**Where the C²⁺ levels leave pure LS coupling**

A level energy is the energy of a stationary state of the free ion, of total angular momentum J, above the lowest state, here 2s² ¹S₀. It comes from relativistic configuration interaction (CI) for the two valence electrons on Dirac orbitals, with the Breit term and empirically scaled Slater integrals. Each eigenvector is expanded in LS terms (²ˢ⁺¹L, with o for odd parity) and again in jj terms, in which each electron has its own j = l ± ½. The two weight columns give the largest squared coefficient in each expansion. The radiative lifetime τ is the inverse of the summed decay rate A; n/a means that no decay of the included types exists.

C²⁺ with a closed 1s² core, computed with radial Dirac CI 1 on Dirac orbitals in exchange-only KLI potentials, optimised for each configuration. The CI includes Breit and model QED terms, valence Slater integrals scaled by 0.75 and a P86 correlation estimate. Energies are relative to 2s² ¹S₀, and lifetimes include E1, M1, E2, M2 and E3 decays within the model space.

```csv
level configuration,level term,J,level energy (cm⁻¹),weight of the leading LS term (%),weight of the leading jj term (%),level radiative lifetime (s)
2s2,1S,0,0.0,95,95,n/a
2s 2p,3Po,0,52023.8,100,100,n/a
2s 2p,3Po,1,52045.0,100,67,0.007927
2s 2p,3Po,2,52097.5,100,100,205.6
2s 2p,1Po,1,97064.4,100,67,6.304e-10
2p2,3P,0,137387.0,100,67,6.837e-10
2p2,3P,1,137414.3,100,100,6.834e-10
2p2,3P,2,137457.5,100,66,6.828e-10
2p2,1D,2,147619.1,98,65,3.971e-09
2p2,1S,0,176716.8,94,63,3.927e-10
2s 3s,3S,1,235778.9,99,99,2.670e-10
2s 3s,1S,0,242643.6,97,97,5.556e-10
2s 3p,3Po,0,257434.8,100,100,1.219e-08
2s 3p,3Po,1,257440.0,99,68,1.186e-08
2s 3p,3Po,2,257453.4,100,100,1.215e-08
2s 3p,1Po,1,257864.6,95,65,2.178e-10
2s 3d,3D,1,267471.1,99,99,9.550e-11
2s 3d,3D,2,267471.5,99,59,9.552e-11
2s 3d,3D,3,267473.5,99,99,9.556e-11
2s 3d,1D,2,273496.7,97,58,1.231e-10
```

## The smooth pattern

One configuration in pure LS coupling obeys four rules that contain no adjustable number. Fine-structure intervals follow Landé's rule, E(J) − E(J−1) = A_so·J, which gives 1:2 for ³P. The jj weight equals the LS weight times a recoupling factor: 2/3 for sp with J = 1 and for p² with J = 0 or 2, 3/5 for sd with J = 2, and 1 where a configuration has a single state of that J. The p² gaps are 6F₂ for ¹D − ³P and 9F₂ for ¹S − ¹D, with F₂ a Slater integral, so their ratio is 3/2 whatever the scaling factor. Finally the E1 rate divided by the cube of the transition energy ω is the same for 2s2p ¹P° and for every 2p² term: counting electrons and vacancies gives twice the one-electron 2p→2s rate in each case, provided one radial integral serves for all.

Most rows keep the recoupling rule. All single-state rows have equal LS and jj weights, and of the ten others eight agree with the product to within the roughly 0.8 points that rounding to whole per cents allows. A jj weight of 58 to 68 % therefore signals good LS coupling here and should not be read as an impure level. The 2p² ³P lifetimes are equally regular. With LS branching among the 2s2p ³P° levels, ω³ predicts rates 0.044 % and 0.109 % above that of J = 0 for J = 1 and 2; the table gives 0.044 % and 0.132 %, with about 0.015 points of rounding. The unrounded lifetimes of the run give 0.05 % and 0.12 %, both about one seventh above the prediction, so the exact match for J = 1 is an accident of rounding.

The pattern is smooth because spin-orbit energies of tens of cm⁻¹ face term gaps of several thousand and more everywhere but in 2s3p. Breaks appear where an interaction is left out of a rule, where two configurations are strongly coupled, or where a gap happens to be small.

## Landé intervals: a second interaction, not mixing

The interval ratios are 2.48 in 2s2p, 1.58 in 2p² and 2.58 in 2s3p instead of 2. Measured from the point one third of the way between J = 0 and J = 2, the J = 1 level lies 3.4 cm⁻¹ low, 3.8 high and 1.0 low, against 0.1 from rounding.

Spin-orbit mixing with the singlet of the same J is the first cause to check. With ζ = 2A_so the coupling is ζ/√2 for sp J = 1 and p² J = 2, and √2ζ for p² J = 0, and the triplet is lowered by the squared coupling over the gap. This supplies 1 % of the deviation in 2s2p, 3 % in 2p² and 19 % in 2s3p, so the numbers exclude it as the main cause.

Theory points to the magnetic spin-spin part of the Breit interaction. Spin-orbit and spin-other-orbit operators are of rank 1 in spin and in orbit and respect Landé's rule within a term; the spin-spin operator is of rank 2 and shifts J = 0, 1, 2 as 10b : −5b : b, which displaces J = 1 by −12b. Solving for A_so and b from the three levels, after the second-order shifts are removed, gives A_so = 25.4, 22.6 and 6.4 cm⁻¹, with b = +0.28, −0.31 and about +0.07. Two intervals fix two constants, so this solution tests nothing and the attribution rests on the rank argument. The change of sign is plausible from shape: the dipole-dipole energy follows the quadrupole of the vector between the two electrons, which lies preferentially in the plane normal to the axis for the s p₊₁ pair of sp ³P and along the axis for the p₊₁p₀ pair of p² ³P.

The 2s3d ³D intervals, 0.4 and 2.0 cm⁻¹, are far from Landé's 2:3. The method is known to give too small or inverted a splitting for a weakly bound d electron, and the first interval is only four times the rounding, so these two numbers carry no physics.

## 2p² ¹S: the largest break

The ¹D − ³P gap, taken from the (2J+1)-weighted centre of ³P, is 10 184 cm⁻¹ and the ¹S − ¹D gap is 29 098, a ratio of 2.86. The ¹S level lies 13 822 cm⁻¹ above the place that 3/2 assigns it.

The standard cause in Be-like ions is the mixing of 2s² ¹S with 2p² ¹S. The two states behave as a pair of coupled pendulums of unequal length: the normal-mode frequencies move apart, and each mode contains some of the other pendulum, in phase in one mode and out of phase in the other. The picture holds for two states only, and every additional ¹S configuration in the CI lies outside it.

Its size follows from level energies alone, without a fit to the weights. The coupling is V = G¹/√3, where G¹ is the 2s–2p exchange integral, and the 2s2p singlet–triplet gap is 2G¹/3. From the gap of 44 993 cm⁻¹ between ¹P° and the ³P° centre, G¹ = 67 489 and V = 38 965 cm⁻¹. Two states with unperturbed separation Δ₀ end up E = √(Δ₀² + 4V²) apart. With E = 176 717 cm⁻¹, Δ₀ = √(E² − 4V²) ≈ 158 600, each level moves by (E − Δ₀)/2 = 9055 cm⁻¹, and the admixed weight is 9055/176 717 = 5.1 %. The table has 5 % of foreign character in 2s² and 6 % in 2p² ¹S. Neither weight entered the estimate. The agreement supports 2p² as the partner by inference, and it assumes that the same scaled integral acts in configurations whose orbitals were optimised separately.

The push covers 66 % of the excess and leaves 4766 cm⁻¹. A depression d of ¹D would shrink the lower gap by d and widen the upper one by d, adding 2.5d to the excess, so d = 1907 cm⁻¹ is needed. If 2s3d ¹D did the pushing, its weight, which is d divided by the distance between the two levels, would be 1.5 %, at the lower edge of what an LS weight of 98 % allows. The 2s3d ¹D level is itself 97 % pure against 99 % for ³D, which fits that partner, and the lifetimes below test it independently. The extra point of impurity in 2p² ¹S suggests higher ¹S states as well, which would push downwards and enlarge the remainder.

The phase of the mixing shows in the lifetimes. The line strengths are 6 units for 2s2p ¹P° → 2s² and 2 for 2p² ¹S → 2s2p ¹P°. With mixing coefficients c = 0.974 and s = 0.226, the root of 5.1 %, the amplitudes become c√6 − s√2 and c√2 + s√6, the signs being those that theory gives for a ground state stabilised by the coupling. Relative to the pure values the strengths are (c − s/√3)² = 0.71 and (c + s√3)² = 1.87. Taking 2p² ³P₂ as unity, A/ω³ in the table is 0.74 and 2.14, which is 4 % and 15 % above the model. A pure rotation would keep the weighted sum at 3 + 1 = 4, and the table gives 3 × 0.74 + 2.14 = 4.36, so the single radial integral or the restriction to two states fails at the level of 9 %.

The 2p² ¹D lifetime is 5.82 times that of ³P₂, and ω³ alone gives 4.82. The remaining factor of 0.83 in rate can be checked against the 2s3d partner. If 2s3d ¹D decays essentially to 2s2p ¹P°, its A/ω³ on the same scale is 0.63. A rotation of the two ¹D states keeps the sum 0.83 + 0.63 = 1.46, which leaves an amplitude of 0.68 for pure 2s3d. With the 1.5 % weight obtained from energies and opposite phase, the 2p² strength becomes (√0.985 − √0.015 × 0.68)² = 0.83. One admixture thus accounts for both the depression and the longer life of ¹D, within a two-state picture and with the phase chosen to match.

## Singlet–triplet mixing in J = 1

For sp J = 1 the mixing angle is θ = ζ/(√2Δ), with Δ the ¹P°₁ − ³P°₁ gap, and the triplet borrows the rate θ²·A(¹P°)·(ω ratio)³. In 2s2p θ is 0.00080, invisible in weights that read 100 %, yet it opens the only E1 channel. The share θ² = 6.37 × 10⁻⁷, times 1/(6.304 × 10⁻¹⁰ s), times 0.154, gives 156 s⁻¹; the table has 126 s⁻¹, or 0.81 of the model. Only energies of this level went into A_so, not its lifetime. Most of the overshoot comes from a second path. The 2p² ¹S part of the ground state, of coefficient s = 0.226, couples by √2ζ, with ζ = 45.2 cm⁻¹, to 2p² ³P₀. That state enters with coefficient s√2ζ divided by its energy, about one part in ten thousand, and has an allowed line of strength 2 to 2s2p ³P°₁. The resulting amplitude is 0.09 of the borrowed one, θ√6·√0.71, and the angular algebra gives it the opposite sign, so the rate falls by (1 − 0.09)² = 0.83, close to the 0.81 found. What is left may come from spin-other-orbit terms, which differ between diagonal and singlet–triplet elements and were not calculated here.

The sister levels lack this route. J = 0 cannot reach the J = 0 ground state by one photon, and two-photon decay is excluded from the calculation. J = 2 lives 206 s, by selection rules mainly through M2, since the M1 step to J = 1 spans only 52.5 cm⁻¹.

In 2s3p ζ is four times smaller but Δ is only 257 864.6 − 257 440.0 = 424.6 cm⁻¹, so θ = 0.0213. The jj weight is linear in θ through the cross term of (√(2/3) cos θ + √(1/3) sin θ)², which raises the predictions from 66.0 and 63.3 to 68.0 and 65.2; the table has 68 and 65. These are the two rows that break the recoupling rule. In pure LS coupling the 2s3p triplets have no E1 decay to the singlet ground state, and they live 54 to 56 times as long as ¹P°, so a small loan is visible: J = 1 decays 2.7 % faster than the interpolation between J = 0 and J = 2. The excess rate is 2.21 × 10⁶ s⁻¹ and θ²A(¹P°) gives 2.09 × 10⁶, a difference of 6 % of the model that persists in the unrounded lifetimes and exceeds the roughly 1 % that rounding of the energies allows, so the two-level model is close but not complete. The LS weight of 99 beside 100 is not explained by θ² = 0.05 % and may be a rounding edge.

This agreement concerns the calculation, not the ion. The 2s3p singlet–triplet gap of 418 cm⁻¹ stands beside 6865 in 2s3s and 6024 in 2s3d. The outputs do not settle why it is so small. The weights point to 2p3s ¹P°: the 2s3p singlet is 5 % impure and the triplets at most 1 %, while the 2p3s ¹P° level of the same calculation, at 308 782 cm⁻¹, is 64 % pure against 99 % for its triplets. If it supplies the whole 5 % it pushes the singlet down by roughly 2500 cm⁻¹, a size rather than a bound, since that level is itself a mixture. What remains is a small difference, far below the 10 000 cm⁻¹ by which the method can misplace configurations in a near-neutral ion. As recalled roughly, the measured ¹P° lies about 800 cm⁻¹ below the triplet. With that gap θ would change sign and roughly halve, the borrowed rate would drop to about a quarter, and the jj factor would fall below 2/3.

## Neighbouring ions

Along the Be-like sequence ζ grows about as the fourth power of the screened charge and exchange gaps about linearly, so θ grows as the cube and the intercombination rate far faster. Spin-spin terms lose roughly one power of Z against nuclear spin-orbit coupling, so the 1:2 ratio should first improve and then fail again through singlet mixing, while the leading jj weights of the sp levels with J = 1 climb from 2/3 towards 1. The 2s²–2p² mixing fades only slowly, since V and Δ₀ both scale with the charge until relativity lifts the 2p orbital with j = 3/2 well above 2s. In Mg-like ions 3s3d shares the principal quantum number of 3p², and the ¹D level, a minor case here, should be displaced strongly.

## In practice

Term gaps from this method carry the empirical scaling. Rough recalled measurements are about 50 000 cm⁻¹ for the 2s2p singlet–triplet gap, 8400 for 2p² ¹D − ³P and 37 000 for ¹S − ¹D, so errors run in both directions and the true p² ratio is above 4. The ionisation energy of the same calculation is 46.70 eV against the measured 47.89 eV tabulated with it, 2.5 % low. E1 rates should be rescaled by the cube of the measured over the computed transition energy. For 2p² ¹D the computed 50 555 cm⁻¹ compares with roughly 44 000 recalled, a factor near 1.5 that takes 3.97 ns to about 6 ns, close to the recalled 7 ns. Rescaling does not repair a mixing angle: for any rate that is borrowed, θ itself must be recomputed with the measured gap, and where the computed gap is smaller than the configuration error, as in 2s3p, neither the order of the terms nor the loan should be used.
